Suppose that a cheap method shrinks every energy difference between isomers by the same factor. If the better value is $\Delta E$, the cheap one is $\Delta E/k$ with $k>1$. The error then grows with the gap, but the sign never changes and the order of the isomers survives. A method with smaller errors can do worse: it reverses a pair as soon as its error opposes the gap and exceeds it.

Both cases occur below, the first only roughly, with the r2SCAN functional as the yardstick. Over the six pairs that contain the isomer HPCO, GFN2-xTB misses the gaps by 23 kcal/mol (root mean square) and minimal-basis Hartree–Fock by 13. Yet GFN2-xTB has the order of the functional in all eleven pairs, while Hartree–Fock reverses two, #a1b and #63e.

Electronic energy of the second CHOP isomer less that of the first, for isolated neutral molecules and cations at shapes relaxed with GFN2-xTB. HF/STO-3G and the functional level, r2SCAN-D4/def2-SVP, were run with Ansatz 0.2.0, and GFN2-xTB with xtb 6.7.1. Links are bonds between the numbered atoms.

| system | first multiplicity | second multiplicity | charge | first isomer | second isomer | at hf sto 3g (kcal/mol) | at gfn2 xtb (kcal/mol) | at functional level (kcal/mol) |
| --- | --- | --- | --- | --- | --- | --- | --- | --- |
| CHOP #b8e | 2 | 2 | 1 e | CH(1) O(2) P(3); links 1-3, 2-3 | C(1) O(2) PH(3); links 1-2, 1-3 | -99.16 | -48.98 | -82.79 |
| CHOP #570 | 2 | 2 | 1 e | CH(1) O(2) P(3); links 1-3, 2-3 | C(1) OH(2) P(3); links 1-2, 1-3 | -73.90 | -40.68 | -62.12 |
| CHOP #512 | 2 | 2 | 1 e | CH(1) O(2) P(3); links 1-3, 2-3 | CH(1) O(2) P(3); links 1-2, 1-3, 2-3 | -78.87 | -33.66 | -55.09 |
| CHOP #5ac | 1 | 1 | 0 e | CH(1) O(2) P(3); links 1-2, 1-3, 2-3 | C(1) O(2) PH(3); links 1-2, 1-3 | -48.11 | -20.19 | -50.90 |
| CHOP #345 | 2 | 2 | 1 e | CH(1) O(2) P(3); links 1-2, 1-3, 2-3 | C(1) O(2) PH(3); links 1-2, 1-3 | -20.29 | -15.32 | -27.70 |
| CHOP #6b0 | 2 | 2 | 1 e | C(1) OH(2) P(3); links 1-2, 1-3 | C(1) O(2) PH(3); links 1-2, 1-3 | -25.26 | -8.30 | -20.67 |
| CHOP #a1b | 1 | 1 | 0 e | C(1) O(2) PH(3); links 1-2, 1-3, 2-3 | CH(1) O(2) P(3); links 1-2, 1-3, 2-3 | 11.87 | -12.93 | -10.38 |
| CHOP #63e | 2 | 2 | 1 e | CH(1) O(2) P(3); links 1-2, 1-3, 2-3 | C(1) OH(2) P(3); links 1-2, 1-3 | 4.97 | -7.02 | -7.03 |
| CHOP #e82 | 1 | 1 | 0 e | C(1) O(2) PH(3); links 1-2, 1-3 | C(1) OH(2) P(3); links 1-2, 1-3 | 20.98 | 11.47 | 20.94 |
| CHOP #909 | 1 | 1 | 0 e | C(1) OH(2) P(3); links 1-2, 1-3 | CH(1) O(2) P(3); links 1-2, 1-3, 2-3 | 27.12 | 8.71 | 29.96 |
| CHOP #852 | 1 | 1 | 0 e | C(1) O(2) PH(3); links 1-2, 1-3 | C(1) O(2) PH(3); links 1-2, 1-3, 2-3 | 36.24 | 33.11 | 61.28 |

A negative value means that the second isomer is the more stable one. HPCO and HOCP are chains with carbon in the middle, and HCPO is a chain with phosphorus in the middle. The CH ring and the PH ring are three-membered rings, named after the atom that carries hydrogen. The pairs share eight structures, four cations and four neutral molecules, so they hold only six independent gaps.

The first three rows start from HCPO⁺, in which phosphorus separates carbon from oxygen. Each partner has a direct C–O bond, and the gain is largest for HPCO⁺, 83 kcal/mol with the functional. There the calculated C–O bond order, taken from GFN2-xTB, rises from 0.3 to 2.4, and the bond is almost as short as in free carbon monoxide. HPCO⁺ is best pictured as a PH⁺ unit that carries a CO molecule.

The other two cations fit the same picture. In HOCP⁺ the C–O bond order falls to 1.6 and in the ring to 1.4, and with the functional they lie 21 and 28 kcal/mol above HPCO⁺. Stability thus follows the C–O bonding that is kept, although other bonds change as well.

GFN2-xTB finds only about six tenths of the gaps in these three rows, whereas Hartree–Fock exaggerates them. Theory offers a reason for the exaggeration: the minimal basis has no d functions on phosphorus, which the polar P–O bond of HCPO⁺ needs, so this isomer should come out too high. Its Hartree–Fock state also has the strongest spin contamination of the four cations, a fault taken up below. Contamination does not itself raise the energy, but it is a sign of electron correlation that Hartree–Fock lacks. That lack can also leave the isomer too high, and the runs do not separate the two effects. The yardstick has a weak point here too. No lower electronic state of HCPO⁺ was searched for with the functional, and such a state would reduce all three gaps by the same amount.

The next three rows, #5ac, #345 and #6b0, all end at HPCO, the lowest isomer of the table in both charge states. They show how far a common factor carries. Fitted to the six pairs with HPCO, it is $k=1.83$. For #6b0, which was part of the fit, the steps are

$$1.83\times(-8.30)\approx-15\ \text{kcal/mol},$$

against −21 with the functional, so the estimate is about a quarter too small.

A different explanation would also preserve much of the order: GFN2-xTB might misplace HPCO alone, by a constant amount. The best constant is 21 kcal/mol, and it leaves a somewhat larger scatter than the factor does. It also implies that pairs without HPCO should come out right. Two of them do, #a1b and #63e, but #570, #512 and #909 are each wrong by about 21 kcal/mol, so HPCO is not the only isomer at fault.

The C–O bond offers a more specific reason, though one that is tested here mainly on the cations. For the three cations other than HPCO⁺, GFN2-xTB falls short by 13 to 16 kcal/mol per unit of C–O bond order lost relative to HPCO⁺. If the method undervalues this bond, the feature that opens the gap also produces the error, and the two grow together. That is how a roughly common factor could arise from chemistry.

Row #63e shows the other side of this mechanism. HOCP⁺ and the ring cation have similar C–O bond orders, so similar errors are expected. The errors do cancel, and GFN2-xTB agrees with the functional almost exactly. The agreement is no sign of general accuracy, since each of the two isomers is misplaced by 12 kcal/mol relative to HPCO⁺. Stretching this gap by the common factor would only spoil it.

Hartree–Fock puts the same pair in the wrong order, and spin contamination is the tempting culprit. A pure doublet has $\langle S^2\rangle=0.75$, but the Hartree–Fock states of the ring and of HOCP⁺ have 1.04 and 1.26. The neutral singlets serve as a control, because a determinant with paired electrons has no such contamination. One of the two reversals, #a1b, and the largest Hartree–Fock miss, #852, are found among them. Both involve the PH ring, whose electrons are assumed here to be paired as in the other neutral isomers. Contamination may add to the errors of the cations, but it cannot be the general cause.

The Hartree–Fock errors sort themselves by shape instead. Relative to HPCO, all three rings lie too low, by 3 to 25 kcal/mol, while none of the open isomers does. A likely reason is the minimal basis. It gives each valence orbital one fixed size, which harms a short multiple bond such as that of CO more than the weaker C–O bond of a ring. This cannot be the whole reason, because the C–O bond order of HOCP⁺ is close to that of the ring cation, yet Hartree–Fock places HOCP⁺ about 5 kcal/mol too high relative to HPCO⁺. The missing electron correlation may act as well, and the runs do not separate the two. Errors of this kind need not grow with the gap, so they can reverse an order.

Row #e82 separates the two kinds of failure. Both isomers are open chains, and Hartree–Fock agrees with the functional while GFN2-xTB gives about half the gap. In #852 a chain is compared with the PH ring, and both methods fall short: Hartree–Fock finds 36 and GFN2-xTB 33 of 61 kcal/mol. Why Hartree–Fock favours the PH ring so much more than the CH ring, which is what reverses #a1b, remains untested.

The neutral CH ring, in #5ac and #909, is where the common factor fails most. Its O–P distance is 1.87 Å, and it stretches to 2.04 Å when the shape is relaxed with the PBE0 functional, so the ring is close to opening. The gap to HPCO stays similar, although functional and shape change together here: PBE0 gives −48 kcal/mol at its own shapes, against −51 in the table. In #5ac GFN2-xTB falls short by 33 kcal/mol per unit of C–O bond order lost, about twice as much as in the cations, so the loss of that bond alone does not explain the miss. A half-broken bond may be what GFN2-xTB describes badly here, but that is a guess, and a triplet state could lie lower than the singlet used.

For isomers of this family, the first thing to compare is therefore the C–O bonding that each one keeps. Where it differs strongly, GFN2-xTB tends to give the right order and too small a gap, so a cutoff in energy taken from it would keep more isomers than intended. Where a ring meets a chain with a strong C–O bond, minimal-basis Hartree–Fock leans towards the ring. The printed analysis after this text lists the misses pair by pair.

Numerical output:

```
fit of at_functional_level on 6 rows (star): coefficient of at_gfn2_xtb 1.832 +/- 0.11; rms 6.73, worst CHOP #5ac 13.9, leave-one-out rms 9.21
  rows outside the fit (model, value, miss): CHOP #570 -74.53, -62.12, -12.4; CHOP #512 -61.67, -55.09, -6.58; CHOP #a1b -23.69, -10.38, -13.3; CHOP #63e -12.86, -7.03, -5.83; CHOP #909 15.96, 29.96, -14
Misses against r2SCAN in kcal/mol:
        row      HF    GFN2  stretched GFN2
  CHOP #b8e  -16.37   33.81          -6.946
  CHOP #570  -11.78   21.44          -12.41
  CHOP #512  -23.78   21.43          -6.578
  CHOP #5ac    2.79   30.71           13.91
  CHOP #345    7.41   12.38         -0.3677
  CHOP #6b0   -4.59   12.37           5.464
  CHOP #a1b   22.25   -2.55          -13.31
  CHOP #63e      12    0.01          -5.831
  CHOP #e82    0.04   -9.47         0.07412
  CHOP #909   -2.84  -21.25             -14
  CHOP #852  -25.04  -28.17         -0.6193
rms HF miss over the six gaps to HPCO (kcal/mol): 12.77
rms GFN2 miss over the six gaps to HPCO (kcal/mol): 23.37
constant shift of HPCO that serves GFN2 best (kcal/mol): 21.15
rms miss left by the constant shift (kcal/mol): 9.928
leave-one-out rms of the constant shift (kcal/mol): 11.91
best factor for HF gaps: 0.9633
rms miss of HF after its best factor (kcal/mol): 12.64
GFN2 shortfall per C-O bond order lost (kcal/mol): CHOP #b8e 16.1, CHOP #5ac 33.38, CHOP #345 12.63, CHOP #6b0 15.46
largest HF miss among cation pairs (kcal/mol): 23.78
largest HF miss among neutral pairs (kcal/mol): 25.04
PBE0 gap from neutral CH ring to HPCO (kcal/mol): -47.62
PBE0 gap from HOCP+ to HPCO+ (kcal/mol): -21.98
```
